**Errors of unpolarised relativistic LDA and PBE for ionisation energies of +1 ions**

The table holds ΔSCF ionisation energies less NIST values for ten singly charged ions, from a spherical, spin-unpolarised, j-averaged Dirac-Coulomb atomic calculation at the basis limit with relativistic LDA and PBE. The program fits the errors to $c + Jx$, with $x = (M_f^2 - M_i^2)/4$ counted from the unpaired electrons of the ionised shell, on all rows and on eight rows without Os+ and Bi+, and it also tries a $(Z\alpha)^2$ scaling and the addition of the last column. The two error columns differ by a nearly constant shift and share their scatter; the spin count explains about 70% of the variance on eight rows, leans heavily on Ru+ and misses Bi+ by more than 1 eV. Bringing in the LDA errors of the 2+ ions, which are outside the fit, shows a spin-free error of 1.79 eV from Ga+ to Ga3+ and a large gap between Bi and Sb, ascribed to fine structure.

Singly charged ions in the B-spline radial atomic code 1 at the basis-set limit: Dirac-Coulomb, Fermi nucleus, relativistic LDA (MacDonald-Vosko exchange, VWN5) or PBE, spin-unpolarised, spherical fractional occupations averaged over j. IE is the ΔSCF energy between NIST's ground configurations; NIST values run between ground levels. In the last column, j = l − 1/2 is filled first.

## Script

```python
# Table: errors (eV) of delta-SCF ionisation energies of +1 ions against NIST; B-spline radial code,
# Dirac-Coulomb, unpolarised, j-averaged, relativistic LDA and PBE. Tested: error = c + J*x with
# x = (Mf^2 - Mi^2)/4 (missing spin polarisation) plus fine structure; also (Z alpha)^2 and the last column.
T = {
    'ion': ['Cr+', 'Ga+', 'Rb+', 'Ru+', 'Sb+', 'La+', 'Gd+', 'Yb+', 'Os+', 'Bi+'],
    'Z': [24, 31, 37, 44, 51, 57, 64, 70, 76, 83],
    'N': [23, 30, 36, 43, 50, 56, 63, 69, 75, 82],
    'configuration': ['[Ar] 3d5', '[Ar] 3d10 4s2', '[Ar] 3d10 4s2 4p6', '[Kr] 4d7', '[Kr] 4d10 5s2 5p2', '[Xe] 5d2', '[Xe] 4f7 5d1 6s1', '[Xe] 4f14 6s1', '[Xe] 4f14 5d6 6s1', '[Xe] 4f14 5d10 6s2 6p2'],
    'removed': ['3d', '4s', '4p', '4d', '5p', '5d', '6s', '6s', '6s', '6p'],
    'tab': [16.486305, 20.51514, 27.28954, 16.76, 16.626, 11.18496, 12.076, 12.179185, 17.0, 16.703],  # eV
    'tab_kind': ['measured', 'measured', 'measured', 'semi-empirical', 'measured', 'measured', 'semi-empirical', 'measured', 'semi-empirical', 'measured'],
    'unc': [1.5e-05, 0.00012, 6e-05, 0.06, 0.025, 6e-05, 0.02, 2.5e-05, 1.0, 0.004],  # eV
    'err_relativistic_LDA': [-0.13, 0.96, 0.47, 1.69, -0.36, -0.18, 0.27, 0.25, 0.22, -0.98],  # eV
    'err_PBE': [-0.43, 0.61, 0.33, 1.43, -0.64, -0.37, 0.02, 0.07, -0.09, -1.28],  # eV
    'j_filling': [-0.42, 0.0, None, -0.33, -0.01, 0.11, -0.06, 0.0, -0.08, 0.85],  # eV
}
import numpy as np
from scipy.constants import alpha, physical_constants as pc
Ha = pc['Hartree energy in eV'][0]
ion = T['ion']; ix = {s: i for i, s in enumerate(ion)}
Z = np.array(T['Z'], float); jf = T['j_filling']
L = np.array(T['err_relativistic_LDA'], float); P = np.array(T['err_PBE'], float)
lq = {'Cr+': (2, 5), 'Ga+': (0, 2), 'Rb+': (1, 6), 'Ru+': (2, 7), 'Sb+': (1, 2), 'La+': (2, 2),
      'Gd+': (0, 1), 'Yb+': (0, 1), 'Os+': (0, 1), 'Bi+': (1, 2)}  # l, electrons in the ionised shell
M = lambda l, q: min(q, 4*l + 2 - q)
X = lambda l, q: (M(l, q - 1)**2 - M(l, q)**2)/4
x = np.array([X(*lq[s]) for s in ion]); rms = lambda a: float(np.sqrt(np.mean(np.square(a))))
def fit(u, y):
    b, c = np.polyfit(u, y, 1); r = y - b*u - c
    return b, c, rms(r), 1 - r.var()/y.var()
# orbital energies (hartree) typed from further outputs of the same LDA runs
dRb = (0.8231926 - 0.7899695)*Ha; dLa = (0.2751296 - 0.2680147)*Ha
fs = np.zeros(len(ion)); fs[ix['Rb+']] = dRb/3
k = np.array([s not in ('Os+', 'Bi+') for s in ion]); k2 = k & (np.array(ion) != 'Ru+')
print('all energies in eV; rounding of the error columns 0.005')
D = P - L
for n, y in (('LDA', L), ('PBE', P)):
    print(f'{n}: mean {y.mean():+.2f}, mean abs {abs(y).mean():.2f}, rms {rms(y):.2f}, std {y.std():.2f}, range {y.min():+.2f} to {y.max():+.2f}')
print(f'PBE-LDA: mean {D.mean():+.2f}, std {D.std():.2f}, range {D.min():+.2f} to {D.max():+.2f}; correlation of errors {np.corrcoef(L, P)[0, 1]:.3f}')
print(f'Rb+ 4p splitting {dRb:.2f}, one third {dRb/3:.2f}; error left LDA {L[ix["Rb+"]]-dRb/3:+.2f}, PBE {P[ix["Rb+"]]-dRb/3:+.2f}')
F = {}
for n, y in (('LDA', L), ('PBE', P)):
    a = fit(x, y); F[n] = fit(x[k], (y - fs)[k]); w = fit(x[k2], (y - fs)[k2]); z = fit((Z*alpha)**2, y)
    print(f'{n} spin fit, 10 rows: J {a[0]:.2f}, c {a[1]:+.2f}, rms {a[2]:.2f}, R2 {a[3]:.2f}')
    print(f'{n} spin fit, 8 rows, Rb+ corrected: J {F[n][0]:.2f}, c {F[n][1]:+.2f}, rms {F[n][2]:.2f}, R2 {F[n][3]:.2f}')
    print(f'{n} same without Ru+: J {w[0]:.2f}, c {w[1]:+.2f}, R2 {w[3]:.2f}')
    print(f'{n} (Z alpha)^2 fit, 10 rows: slope {z[0]:+.2f}, rms {z[2]:.2f}, R2 {z[3]:.2f}; sign of error = sign of x in {int(np.sum(np.sign(y) == np.sign(x)))} of 10')
print('ion      x   PBE-LDA  residual LDA, PBE (8-row fit)  NIST unc.  (* not fitted)')
for i, s in enumerate(ion):
    r = [y[i] - fs[i] - F[n][0]*x[i] - F[n][1] for n, y in (('LDA', L), ('PBE', P))]
    print(f'{s}{" " if k[i] else "*"}  {x[i]:+.2f}  {D[i]:+.2f}   {r[0]:+.2f}  {r[1]:+.2f}   {T["unc"][i]:.2g}')
h = np.array([v is not None for v in jf]); j = np.array([v if v is not None else 0.0 for v in jf])
h2 = h & (np.array(ion) != 'Bi+')
for n, y in (('LDA', L), ('PBE', P)):
    print(f'{n} rms before/after adding last column: 9 rows {rms(y[h]):.2f}/{rms((y+j)[h]):.2f}; without Bi+ {rms(y[h2]):.2f}/{rms((y+j)[h2]):.2f}')
    print(f'{n} error plus last column: ' + ', '.join(f'{s} {(y+j)[ix[s]]:+.2f}' for s in ('Cr+', 'Ru+', 'Sb+', 'Bi+')))
print(f'La+ 5d splitting {dLa:.2f}; shift of IE: LS {0.2*dLa:.2f}, jj {0.6*dLa:.2f}, last column {j[ix["La+"]]:.2f}')
# LDA errors of the 2+ ions, typed from further outputs of the same runs; same shell assumed ionised
E2 = {'Cr': 31.05037 - 30.959, 'Ga': 0.8344991, 'Rb': 1.091601, 'Ru': 2.397324,
      'Sb': 24.79821 - 25.3235, 'La': 19.10564 - 19.1773, 'Bi': -1.661646}
print('2+ ions, LDA, not fitted:  x, error, residual from 8-row fit, error less that of +1 ion')
for e, v in E2.items():
    l, q = lq[e + '+']; u = X(l, q - 1)
    print(f'{e}2+  {u:+.2f}  {v:+.2f}  {v - F["LDA"][0]*u - F["LDA"][1]:+.2f}  {v - L[ix[e + "+"]]:+.2f}')
ga = L[ix['Ga+']] + E2['Ga']
print(f'Ga+ to Ga3+ (closed to closed), LDA error {ga:.2f}, per electron {ga/2:.2f}, Ga+ above that {L[ix["Ga+"]]-ga/2:.2f}')
b, s = ix['Bi+'], ix['Sb+']
print(f'Bi less Sb: LDA {L[b]-L[s]:+.2f}, PBE {P[b]-P[s]:+.2f}, last column {j[b]-j[s]:+.2f}, 2+ LDA {E2["Bi"]-E2["Sb"]:+.2f}')
c, r = ix['Cr+'], ix['Ru+']
print(f'Ru less Cr per unit x: LDA {(L[r]-L[c])/(x[r]-x[c]):.2f}, PBE {(P[r]-P[c])/(x[r]-x[c]):.2f}, 2+ LDA {(E2["Ru"]-E2["Cr"])/(X(2,6)-X(2,4)):.2f}')
# self-energy and Uehling totals (LDA) and the corrected Yb+ PBE value, from the same runs
qGa = ((0.6232652 - 0.6235525) + (0.05845638 - 0.05843169))*Ha
qOs = ((15.38515 - 15.38621) + (2.973475 - 2.973276))*Ha
print(f'QED shift of IE: Ga+ {qGa:+.3f}, Os+ {qOs:+.3f}; Breit+QED+recoil, Yb+ PBE {12.22385-12.24595:+.3f}')
assert np.all(D < 0) and D.std() < 0.2*L.std()
assert all(0.2 < F[n][0] < 1.2 for n in F)
assert L[b] < L[s] < 0 and P[b] < P[s] < 0
assert ga/2 > 0.5 and np.argmax(abs(L)) == r
```

Output:

```
all energies in eV; rounding of the error columns 0.005
LDA: mean +0.22, mean abs 0.55, rms 0.73, std 0.70, range -0.98 to +1.69
PBE: mean -0.03, mean abs 0.53, rms 0.70, std 0.70, range -1.28 to +1.43
PBE-LDA: mean -0.26, std 0.06, range -0.35 to -0.14; correlation of errors 0.996
Rb+ 4p splitting 0.90, one third 0.30; error left LDA +0.17, PBE +0.03
LDA spin fit, 10 rows: J 0.57, c +0.39, rms 0.43, R2 0.61
LDA spin fit, 8 rows, Rb+ corrected: J 0.50, c +0.46, rms 0.35, R2 0.69
LDA same without Ru+: J 0.31, c +0.31, R2 0.38
LDA (Z alpha)^2 fit, 10 rows: slope -3.22, rms 0.60, R2 0.25; sign of error = sign of x in 7 of 10
PBE spin fit, 10 rows: J 0.58, c +0.14, rms 0.43, R2 0.63
PBE spin fit, 8 rows, Rb+ corrected: J 0.50, c +0.22, rms 0.32, R2 0.74
PBE same without Ru+: J 0.33, c +0.08, R2 0.48
PBE (Z alpha)^2 fit, 10 rows: slope -3.24, rms 0.61, R2 0.25; sign of error = sign of x in 8 of 10
ion      x   PBE-LDA  residual LDA, PBE (8-row fit)  NIST unc.  (* not fitted)
Cr+   -2.25  -0.30   +0.53  +0.49   1.5e-05
Ga+   +0.25  -0.35   +0.38  +0.27   0.00012
Rb+   +0.25  -0.14   -0.41  -0.31   6e-05
Ru+   +1.75  -0.26   +0.36  +0.33   0.06
Sb+   -0.75  -0.28   -0.45  -0.48   0.025
La+   -0.75  -0.19   -0.27  -0.21   6e-05
Gd+   -0.25  -0.25   -0.06  -0.07   0.02
Yb+   -0.25  -0.18   -0.08  -0.02   2.5e-05
Os+*  -0.25  -0.31   -0.11  -0.18   1
Bi+*  -0.75  -0.30   -1.07  -1.12   0.004
LDA rms before/after adding last column: 9 rows 0.75/0.61; without Bi+ 0.72/0.65
LDA error plus last column: Cr+ -0.55, Ru+ +1.36, Sb+ -0.37, Bi+ -0.13
PBE rms before/after adding last column: 9 rows 0.73/0.58; without Bi+ 0.63/0.59
PBE error plus last column: Cr+ -0.85, Ru+ +1.10, Sb+ -0.65, Bi+ -0.43
La+ 5d splitting 0.19; shift of IE: LS 0.04, jj 0.12, last column 0.11
2+ ions, LDA, not fitted:  x, error, residual from 8-row fit, error less that of +1 ion
Cr2+  -1.75  +0.09  +0.50  +0.22
Ga2+  -0.25  +0.83  +0.50  -0.13
Rb2+  +0.75  +1.09  +0.26  +0.62
Ru2+  +2.25  +2.40  +0.82  +0.71
Sb2+  -0.25  -0.53  -0.86  -0.17
La2+  -0.25  -0.07  -0.41  +0.11
Bi2+  -0.25  -1.66  -2.00  -0.68
Ga+ to Ga3+ (closed to closed), LDA error 1.79, per electron 0.90, Ga+ above that 0.06
Bi less Sb: LDA -0.62, PBE -0.64, last column +0.86, 2+ LDA -1.14
Ru less Cr per unit x: LDA 0.45, PBE 0.46, 2+ LDA 0.58
QED shift of IE: Ga+ -0.007, Os+ -0.023; Breit+QED+recoil, Yb+ PBE -0.022
```
